# One WS₂ cell, five functionals

Hold a layered sulfide at one fixed cell and change the density functional. The pressure then moves by several GPa, the force on a sulfur atom by a few tenths of an eV/Å, and the energy against the elements by about a tenth of an eV per atom. The questions below ask what these shifts mean, following LDA and PBE most closely, with r2SCAN as a third case.

The crystal is a stack of S–W–S sandwiches. Strong bonds hold each sandwich together, and weak forces act across the gap between neighbours. The x and y axes lie in the layers and z points across them.

WS₂ (P6₃/mmc, 6 atoms) in one cell with fixed atoms, computed with Ansatz 0.2.0: scalar-relativistic DFT, plane waves and PAW, no spin polarization or dispersion correction, 6×6×2 k mesh, Gaussian smearing of 0.1 eV. Energies are at zero smearing, relative to the elements' standard crystals in the same functional; pressure and stress are positive in compression.

| functional | wave cutoff | energy over elements (eV/atom) | pressure (GPa) | stress xx (GPa) | stress zz (GPa) | largest force (eV/Å) |
| --- | --- | --- | --- | --- | --- | --- |
| LDA | 420 eV | -0.930 | -5.700 | -6.370 | -4.370 | 0.322 |
| PBE | 420 eV | -0.825 | 1.770 | 1.220 | 2.880 | 0.207 |
| PBEsol | 420 eV | -0.903 | -2.910 | -3.720 | -1.280 | 0.107 |
| r2SCAN | 500 eV | -0.906 | -0.240 | -0.310 | -0.120 | 0.028 |
| HSE06 | 420 eV | -0.897 | -2.510 | -3.050 | -1.440 | 0.272 |

## 1. Which functionals want a smaller cell?

A positive pressure means that the cell is compressed and would expand if released. A negative one means that it is stretched and would contract. LDA, at −5.70 GPa, wants to contract most strongly, and PBEsol wants the same less strongly. PBE, at +1.77 GPa, wants to expand, while r2SCAN lies close to rest.

HSE06 also shows a negative pressure, but hybrid pressures are known to be off for tungsten, and its stress was loosely converged. It therefore has no place in this order.

## 2. Why does LDA pull where PBE pushes?

LDA computes exchange and correlation at each point from the local density alone. PBE adds a term that depends on how fast the density varies, and this term lowers the energy where the density is thin and uneven. Stretching a bond makes the density between the atoms thinner and more uneven, so the term favours longer bonds. This is the standard explanation of why LDA tends to give bonds that are too short and PBE bonds that are longer.

PBEsol has the same kind of gradient term with a weaker exchange part. By this argument it should fall between the other two, and it does: its pressure is 2.8 GPa above that of LDA and 4.7 GPa below that of PBE. r2SCAN also uses the kinetic energy density, which lets it treat strong bonds and weak overlap differently, so its place can't be read from the gradient term alone.

## 3. Which way are the sulfur atoms pushed?

The column of largest forces gives only sizes. By symmetry the tungsten atoms feel no force, and all four sulfur atoms feel the same size of force along z. The signed forces of the same calculations show that PBE pushes each sulfur atom one way and the other four functionals push it the opposite way.

The natural reading is that PBE pushes sulfur away from its tungsten plane, towards a longer W–S bond, and that LDA pulls it inwards. This direction is inferred from the known bond lengths of the two functionals. The stress within the layers fits it: among the rows with usable stresses, stress xx is positive only for PBE, as expected if the W–S bonds are squeezed there and stretched in the others. The next question offers a further test.

## 4. Does stress zz measure the grip between the layers?

Only in part. When the cell is stretched along z with all relative positions kept, the gap widens, but each sandwich also becomes thicker. The stress along z therefore mixes the weak forces across the gap with the strong W–S bonds.

The two can be separated. Let h be the height of sulfur above its tungsten plane, F the outward force on it and V the cell volume. A small stretch by a fraction ε moves each of the four sulfur atoms outwards by εh, and the forces do the work 4Fhε. The sandwiches thus contribute 4Fh/V to stress zz, and the remainder is the stress for layers moved as rigid plates.

For LDA, F is −0.322 eV/Å, h is 1.56 Å from the bond length and the cell edge, and V is 6 × 18.99 Å³, or about 114 Å³:

4 × (−0.322) × 1.56 / 114 ≈ −0.0176 eV/Å³ ≈ −2.8 GPa

Taking this from the −4.37 GPa in the table leaves about −1.5 GPa. The same steps give +1.1 GPa for PBE. At this spacing LDA draws the layers together and PBE drives them apart, but the two differ by only 2.6 GPa for rigid layers, against 7.3 GPa in the full stress zz. Most of the contrast in stress zz comes from the W–S bonds inside the layers. The force on sulfur also contains the pull or push of the next layer, but in both functionals this acts against the bonds and so hides part of their contrast.

The separation is exact for a small stretch, provided the forces point as assumed. With the opposite direction, LDA would pull the rigid layers together with 7.2 GPa, more than its stress within the layers, where strong bonds act. For weak forces across a gap that is hard to believe, which supports the direction chosen in question 3. For PBEsol and r2SCAN the remainders are at most a few tenths of a GPa, too small for their signs to be trusted with this coarse k mesh.

## 5. Is r2SCAN the best functional because its pressure is almost zero?

No. A pressure near zero, together with small stresses and forces as here, says only that the cell lies close to the functional's own minimum. The measured cell is, as roughly recalled, about 5% shorter across the layers than this one. A functional at rest here therefore places the layers too far apart.

The likely reason is dispersion, the attraction between fluctuating charges in neighbouring layers, which none of these calculations adds as a correction. Adding it would draw the layers together and lower stress zz in every row. LDA's pull across the gap is no substitute, because it comes from the way LDA treats overlapping densities.

Choosing another cell would move all the pressures, and a different functional could then sit near zero. Anyone computing the stress in a strained WS₂ film should therefore start from the cell relaxed with the same functional and the same dispersion correction. Otherwise the 7.5 GPa between LDA and PBE could be mistaken for a property of the film.

## 6. What can still be learned from HSE06?

Its force gives a hint, though not a firm number. HSE06 differs from PBE in one ingredient: a quarter of the short-range exchange is computed exactly. In these calculations the change turns an outward force of 0.207 eV/Å into an inward one of 0.272 eV/Å, so the shift is larger than the PBE force itself.

A plausible reading is that exact exchange replaces part of the gradient-dependent exchange that favours long bonds in PBE. The table can't test this separately. The trouble with hybrid pressures concerns tungsten and may reach the forces on its neighbours too. The reversal of direction fits the shorter bonds that HSE06 usually gives, but the exact size of the force should not be relied on.

## 7. How many digits of the energies can be trusted?

The total energies of LDA and PBE differ by about 107 eV per atom, but their energies over the elements differ by only 0.105 eV per atom. Most of the difference belongs to the atoms themselves and is nearly the same in WS₂, in tungsten metal and in sulfur. It cancels when the elements are subtracted, which is why only the subtracted energies can be compared.

Among these, PBE stands apart. It binds WS₂ less strongly than any other functional here, by at least 0.072 eV per atom. PBEsol, r2SCAN and HSE06 lie within 0.009 eV per atom of one another and should not be ranked. The third decimal carries no physical message, and the second is useful only for gaps as wide as the one that separates PBE.

Two effects blur the finer order. Every functional except r2SCAN is evaluated clearly away from its own best cell, which raises its energy for WS₂ somewhat. Errors for a metal, for sulfur and for a compound also need not cancel. Such an imbalance may explain PBE's weaker binding, but that remains a guess.

## 8. Would a smaller smearing or a finer k mesh change the answers?

For WS₂ itself, a smaller smearing would change nothing visible. Smearing matters when levels lie close to the Fermi energy, and here the smallest gap on the mesh is 1.15 eV, more than eleven times the smearing width. The bands below the gap are full and those above it are empty.

The k mesh is another matter, because it decides how well the energy is averaged over the full bands. A finer mesh could shift the stresses and the last digits of the energies even in an insulator. A larger plane-wave cutoff could shift the stresses too, since a finite basis adds a false stress of its own. LDA and PBE share both settings, so the contrast between them is safer than the exact point at which either pressure would cross zero. r2SCAN was run with a higher cutoff, 500 eV instead of 420 eV, so part of its distance from the others may come from the basis.
